**Q:** Here is a single small molecule, a chlorinated silylamine, treated with sixteen functionals. How much can the choice of functional matter when everything else stays the same?

Frontier orbital energies of ClH8NSi3 (SMILES [SiH3]N[SiH2][SiH2]Cl) in the gas phase, from restricted Kohn–Sham calculations with Ansatz 0.2.0 in the def2-TZVPP basis at the PBE0-D4/def2-TZVP geometry. The shares of exact exchange follow from the functionals' definitions, rounded to whole per cent; HSE06 is the form usual in plane-wave codes.

```
  functional            class  exact exchange, short range (%)  exact exchange, long range (%)  HOMO (eV)  LUMO (eV)  gap (eV)
       SPW92              LDA                                0                               0      -6.33      -1.84      4.48
      PBE-D4              GGA                                0                               0      -6.24      -1.60      4.63
   revPBE-D4              GGA                                0                               0      -6.20      -1.50      4.70
     BLYP-D4              GGA                                0                               0      -6.12      -1.41      4.71
   r2SCAN-D4         meta-GGA                                0                               0      -6.53      -1.30      5.23
      B97M-V         meta-GGA                                0                               0      -6.69      -1.50      5.19
  r2SCANh-D4    global hybrid                               10                              10      -7.00      -1.01      5.99
    B3LYP-D4    global hybrid                               20                              20      -7.30      -0.91      6.39
     PBE0-D4    global hybrid                               25                              25      -7.51      -0.76      6.75
  r2SCAN0-D4    global hybrid                               25                              25      -7.71      -0.58      7.12
    HSE06-D4  screened hybrid                               25                               0      -7.11      -1.13      5.98
    BHLYP-D4    global hybrid                               50                              50      -8.69       0.18      8.87
CAM-B3LYP-D4  range-separated                               19                              65      -8.85       0.31      9.15
     LC-wPBE  range-separated                                0                             100     -10.17       1.42     11.59
     wB97X-V  range-separated                               17                             100      -9.85       1.28     11.13
     wB97M-V  range-separated                               15                             100      -9.69       0.97     10.66
```

**A:** By several electronvolts. HOMO is the highest orbital that holds electrons, LUMO is the lowest empty one, and the gap is the distance between them. That distance runs from about 4.5 eV with SPW92 to 11.6 eV with LC-wPBE, a factor of more than two and a half. The shape of the molecule and the basis set are the same in every row, so the spread comes from the functionals alone.

Three sizes are worth remembering for this molecule. Functionals without exact exchange give a gap of about 5 eV. Global hybrids with a quarter of exact exchange give about 7 eV, and functionals with full exact exchange at long range give about 11 eV. Exact exchange here means exchange worked out from the orbitals themselves, as in Hartree–Fock theory, instead of being estimated from the density around each point.

**Q:** Does the gap open because the HOMO sinks or because the LUMO climbs?

**A:** Both happen, and the HOMO moves more. The cleanest way to see it is to compare functionals of one family. From PBE to PBE0 a quarter of the exchange is replaced by exact exchange; the HOMO drops by 1.27 eV and the LUMO rises by 0.84 eV.

The same pattern returns from r2SCAN to r2SCAN0 and from BLYP to BHLYP. In all three pairs the filled level supplies about three fifths of the widening and the empty level the rest. BHLYP contains half exact exchange instead of a quarter, and its two levels have moved roughly twice as far from their starting points as those of PBE0.

**Q:** Why should one ingredient push a filled level down and an empty level up?

**A:** Because a filled orbital has a problem that an empty one doesn't have. In a density-functional calculation each electron feels the repulsion of the whole electron cloud, and its own charge is part of that cloud. This self-repulsion is spurious. An exchange term built from the local density, its gradient or similar local quantities, called semilocal, removes only part of its effect on the orbital energy, so the HOMO lies too high. Exact exchange cancels the self-repulsion of a filled orbital, and the level sinks as more of it is mixed in.

An electron placed in an empty orbital would be an additional one, and it ought to feel the repulsion of all the electrons already there. The potential of an LDA or a GGA is the same for filled and empty orbitals, however. It grants the empty orbital an attraction that really belongs to an electron already counted in the cloud. Exact exchange tells the two kinds of orbital apart and gives the empty one a weaker attraction, so the LUMO rises as more of it is mixed in.

This is an argument from theory; the table shows the two shifts, and their directions agree with it. Nothing in the argument is special to silicon or chlorine, so the same directions should be expected in other ordinary closed-shell molecules. The size of the shift should depend on how compact the orbitals are, since a charge squeezed into a small space repels itself more strongly. The inner levels of the same runs fit this: from BLYP to BHLYP the deepest core level drops by about 56 eV, the HOMO by 2.57 eV.

**Q:** Can I then work out the gap for a share of exact exchange that lies in between?

**A:** Within one family of global hybrids, yes, and a straight line is the natural first guess. Mixing in a share *a* of exact exchange adds *a* times a fixed correction to the operator that determines the orbitals: exact exchange minus the semilocal exchange that it replaces. If the orbitals themselves hardly change, each level moves by *a* times the average of that correction over its orbital. The average is negative for the HOMO and positive for the LUMO, so the gap grows in proportion to *a*.

Take r2SCANh, with 10 % exact exchange, as the unknown. Its relatives r2SCAN and r2SCAN0, with 0 and 25 %, have gaps of 5.23 and 7.12 eV. The line between them gives 5.23 + (10/25) × (7.12 − 5.23) = 5.99 eV.

The full calculation for r2SCANh also gives 5.99 eV, and that row played no part in drawing the line. This supports the proportional rule for this family up to a quarter of exact exchange. It doesn't by itself confirm the story about self-repulsion, because any fixed correction mixed in by shares would give a nearly straight line.

The line also needs the right starting point. Among the six functionals without exact exchange the gap already varies by 0.75 eV, with the two meta-GGAs at the top. A meta-GGA also uses the kinetic energy density of the orbitals, so its potential is no longer quite the same for every orbital, and this commonly widens the gap. A slope taken from one family should therefore not be attached to the starting value of another.

**Q:** HSE06 has 25 % exact exchange, just like PBE0. Why is its gap smaller?

**A:** Because HSE06 has that quarter only between points that lie close together. At larger distances its exact exchange fades out and PBE-type exchange takes over again. This puts the HOMO 0.40 eV higher than in PBE0 and the LUMO 0.37 eV lower, so the gap shrinks from both sides. The proportional rule fails if one puts in the short-range share alone.

HSE06 keeps a little under two thirds of the widening from PBE to PBE0. The rest is lost even though the molecule is small, because the functional makes no sharp cut at some distance. It splits the repulsion between two points into a short-range part, which is strong when they are close, and a smooth long-range part, which varies only slowly across a small molecule and is present even between neighbouring points. Only the short-range part gets exact exchange. For a nearly constant interaction, exact exchange is expected to lower every filled level by the same amount and to leave the empty ones alone, whereas PBE-type exchange lowers filled and empty levels alike by about half as much. Handing the smooth part to PBE-type exchange should therefore raise all filled levels and lower all empty ones by similar amounts, however compact the orbital. The runs agree: from PBE0 to HSE06 every filled level, core included, rises by 0.39 to 0.48 eV, and the eight lowest empty levels fall by 0.37 to 0.38 eV.

The loss is deliberate. In a solid, the other electrons screen the exchange between distant points, and a screened hybrid imitates that. An isolated molecule in the gas phase has no surrounding medium to do the screening.

**Q:** Then LC-wPBE puzzles me. It has no exact exchange at short range, and yet it has the largest gap of all.

**A:** The column heads are easy to misread here. The short-range share is the value for two points that almost coincide, and the long-range share is the value for two points far apart. Between these limits the functional changes over smoothly. In LC-wPBE the change is already well advanced at the length of a chemical bond, so "long range" includes much of the inside of this molecule.

Compare it with PBE, which also has 0 % at short range. The gap of LC-wPBE is larger by 6.96 eV. Exact exchange that sets in gradually with distance is thus enough to move the frontier levels a long way, even when the semilocal form is kept at the closest distances.

For a range-separated functional one should therefore ask two things: how much exact exchange it reaches, and at what distance it gets there. The three functionals that reach 100 % still differ by 0.93 eV in their gaps. In its standard form LC-wPBE makes the change at shorter distances than the other two, which fits its first place. The functionals also differ in their short-range shares and in their semilocal parts, so the spread can't be credited to the distance alone.

**Q:** Some LUMO energies are positive. Would these gaps change if I used a larger basis set?

**A:** Yes, if the basis gained very diffuse functions: slightly for BHLYP and CAM-B3LYP, and by roughly an electronvolt or more for the other three functionals with a positive LUMO. The zero of energy is an electron at rest far away from the molecule. A positive LUMO therefore describes an electron that would rather leave, and only the limited reach of the basis functions holds it near the atoms. Five rows are in this state: BHLYP, CAM-B3LYP, LC-wPBE, wB97X-V and wB97M-V.

Only one basis was run here, but with ever more diffuse functions the lowest empty level is expected to lie at about zero, or slightly below if the functional can just bind it, while the compact HOMO would hardly move. That level would mostly be a new, spread-out orbital describing a nearly free electron, not the present LUMO shifted down. The gap would then approach the depth of the HOMO. For LC-wPBE that means a fall from 11.59 eV towards 10.17 eV.

The broad order would survive. Even with the LUMO at zero, the smallest gap of these five would be 8.69 eV, for BHLYP, and the largest gap among the other rows is 7.12 eV. The trend with exact exchange is thus sturdier than the individual large gaps.

A LUMO a little below zero can sink somewhat in such a basis too. A negative value also calls for care of another kind. It doesn't prove that the molecule would capture an electron, since semilocal exchange, which the hybrids also keep in part, places empty levels too low for the reason explained above.

**Q:** So which digits can I trust, and which gap should I use?

**A:** The second decimal serves to compare rows at this fixed shape and basis, with an uncertainty of about 0.01 eV from rounding. As a statement about the real molecule it means little, because a change of functional can alter the first digit. Equal gaps don't imply equal levels either. HSE06 and r2SCANh agree in the gap to within rounding, but both levels of HSE06 lie about 0.1 eV deeper.

The choice depends on the purpose. If the question is which light the molecule absorbs, remember that an excited electron stays close to the hole that it left behind and is attracted by it. The extra attraction that an LDA or a GGA grants the empty orbital mimics this, so such gaps are often a rough guide to the first excitation, while gaps with much exact exchange are expected to lie well above it. A reliable value needs a calculation of excited states.

If the question is how hard it is to remove an electron, there is a useful test. In exact theory the depth of the HOMO equals the ionization energy. One can compute the molecule and its cation at the same geometry with the same functional, subtract the two total energies, and compare the result with the depth of the HOMO. Semilocal functionals are known to fail this test, with a HOMO that lies too high. How much exact exchange, and at what distance, would make the two numbers agree for this molecule is the question that the table leaves open.
